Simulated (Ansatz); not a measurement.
Clean, relaxed (100) surface of LaPt5, space group P6/mmm (No. 191) (top face towards +c; held atoms: 1, 2, 3):

```yaml
crystal:
  lattice:
    - [4.37343, 0.00000, 0.00000]
    - [0.00000, 5.38081, 0.00000]
    - [0.00000, 0.00000, 21.65992]
  atoms:
    - { symbol: La, position: [0.00000, 0.50000, 0.39243] }
    - { symbol: Pt, position: [0.50000, 0.00000, 0.39243] }
    - { symbol: Pt, position: [0.00000, 0.00000, 0.46414] }
    - { symbol: Pt, position: [0.50000, 0.25213, 0.49993] }
    - { symbol: Pt, position: [0.50000, 0.74787, 0.49993] }
    - { symbol: Pt, position: [0.00000, 0.50000, 0.53836] }
    - { symbol: La, position: [0.00000, 0.00000, 0.59701] }
    - { symbol: Pt, position: [0.50000, 0.50000, 0.60882] }
```

All numbers below come from DFT PBEsol, scalar-relativistic, plane waves, PAW in Ansatz. Plane waves to 420 eV, a k mesh through Γ of 7×6×1 on the computed 8-atom cell and Gaussian smearing (0.10 eV); no spin polarisation. The cell repeats along c with a dipole correction in the vacuum.

C (atom) is adsorbed on the top face, one adsorbate per 23.5 Å², and relaxed from 3 starting sites (fractions of a and b). The adsorption energy is E(slab + adsorbate) − E(slab) − E(free adsorbate, spin-polarised where open-shell). Heights count from the highest slab atom after relaxation. Δφ is the top face's. Δp counts per cell along +c. Bonded neighbours lie within 1.25 times the sum of covalent radii. With the adsorbate the cell is lengthened along c to keep the vacuum.

| start | ends at | E_ads (eV) | height (Å) | shortest contact | Δφ (eV) | Δp (e·Å) |
| --- | --- | --- | --- | --- | --- | --- |
| top (Pt) at (0.50, 0.50) | (0.50, 0.50), 1 bonded neighbour | -6.34 | 1.74 | C–Pt 1.74 Å | +1.20 | -0.174 |
| hollow (La-Pt-La) at (0.50, 0.83) | (0.50, 0.79), 3 bonded neighbours | -6.62 | 1.11 | C–Pt 1.77 Å | +0.79 | -0.143 |
| bridge (La-Pt) at (0.25, 0.75) | (0.50, 0.79), 3 bonded neighbours | -6.62 | 1.11 | C–Pt 1.77 Å | +0.79 | -0.143 |

The lowest ends lie within 0.01 eV of each other.

Each end is the local minimum or symmetric point that its start leads to. On a slab this thin, differences under about 0.1 eV aren't settled.

The slab is thin: the adsorbate also shifts the bottom face's work function by over 0.1 eV.

Spin-orbit coupling is left out, which matters for the bands of heavy elements. The CaCu5 structure is a prototype's; whether LaPt5 takes it wasn't checked.

Carbon binds strongly at both end points but prefers the site with three neighbours over the one atop Pt. The bridge start relaxes into the same site as the hollow start, so it adds no separate adsorption state. The C–Pt contact stays very short, 1.74 Å atop and 1.77 Å in the preferred site, which suggests multiple bonding through C 2p and Pt 5d states. Leaning towards the neighbouring La atoms thus seems to cost little of the Pt bond while adding a polar La–C interaction, the probable source of the extra stability.

The work function rises in both cases, as expected when electron density moves outwards to the more electronegative carbon. The smaller rise at the preferred site goes with a lower carbon height and a smaller dipole change, so it need not mean less charge transfer. Strong binding relative to a free carbon atom doesn't show that isolated adatoms would resist C–C coupling or graphite formation.
